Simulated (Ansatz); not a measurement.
Fe: free energy error per atom against smearing width

Plane-wave density functional theory, scalar-relativistic PAW datasets made under PBE, Gamma-centred meshes; one setting moves on a fixed relaxed cell, energies count from the zero-width extrapolation of the reference run, pressure is Pulay-corrected at fixed cutoff and positive in compression. The results are calculated, by Ansatz 0.2.0.

Structure of every row (space group Im-3m, No. 229):
```
CELL_PARAMETERS angstrom
-1.43460 1.43460 1.43460
1.43460 -1.43460 1.43460
1.43460 1.43460 -1.43460
ATOMIC_POSITIONS crystal
Fe 0.00000 0.00000 0.00000
```

Settings of every row: spin polarised yes; functional r2SCAN; wave cutoff 500 eV; k mesh 15x15x15; smearing method fermi_dirac; reference k mesh 15x15x15; reference smearing width 0.05 eV; reference wave cutoff 500 eV; reference smearing method fermi_dirac; swept setting smearing; valence electrons per atom 16.

Atom:
```csv
element,starting moment (Bohr magneton)
Fe,2.8
```

Limits: search for a lower magnetic state is off; settings are moved on purpose, so some rows are far from converged; with one magnetic atom in the cell only parallel moments are possible.

```csv
row,smearing width (eV),free energy error per atom (meV),largest site moment (Bohr magneton),zero smearing energy error per atom (meV),pressure (GPa)
1,0.01,-0.14,2.83,-0.03,0.14
2,0.03,?,?,?,?
3,0.1,-11.79,2.82,0.13,0.02
4,0.2,-48.22,2.8,1.13,0.14
5,0.3,-111.52,2.78,5.42,0.44
```

Question: what free energy error per atom should row 2 give?

Worked fit of free energy error per atom. Smearing changes a smooth quantity, to lowest order, with the square of the width, so take w² in eV². The shown rows have w² = 0.0001, 0.01, 0.04, 0.09. Their means are 0.035025 and -42.918 meV; the sums about the means are S_tt = 0.004893 and S_ty = -6.071, whose ratio is the slope. Least squares give free energy error per atom = 0.538 − 1240.7 × w² meV. The rows lie off it by -0.55, 0.08, 0.87, -0.39 (root mean square 0.55 meV). The constant, 0.538 meV, estimates the value at zero width. The withheld row has w² = 0.0009, so the fit gives 0.538 − 1240.7 × (0.0009) = -0.58 meV.

The calculation gave -1.06 meV. The fit lies 0.48 meV (45 % of the value, 0.43 % of the column's range) above it; its largest miss of a shown row is 0.87 meV.

The other values of row 2: largest site moment 2.83 Bohr magneton; zero smearing energy error per atom -0.02 meV; pressure 0.04 GPa.
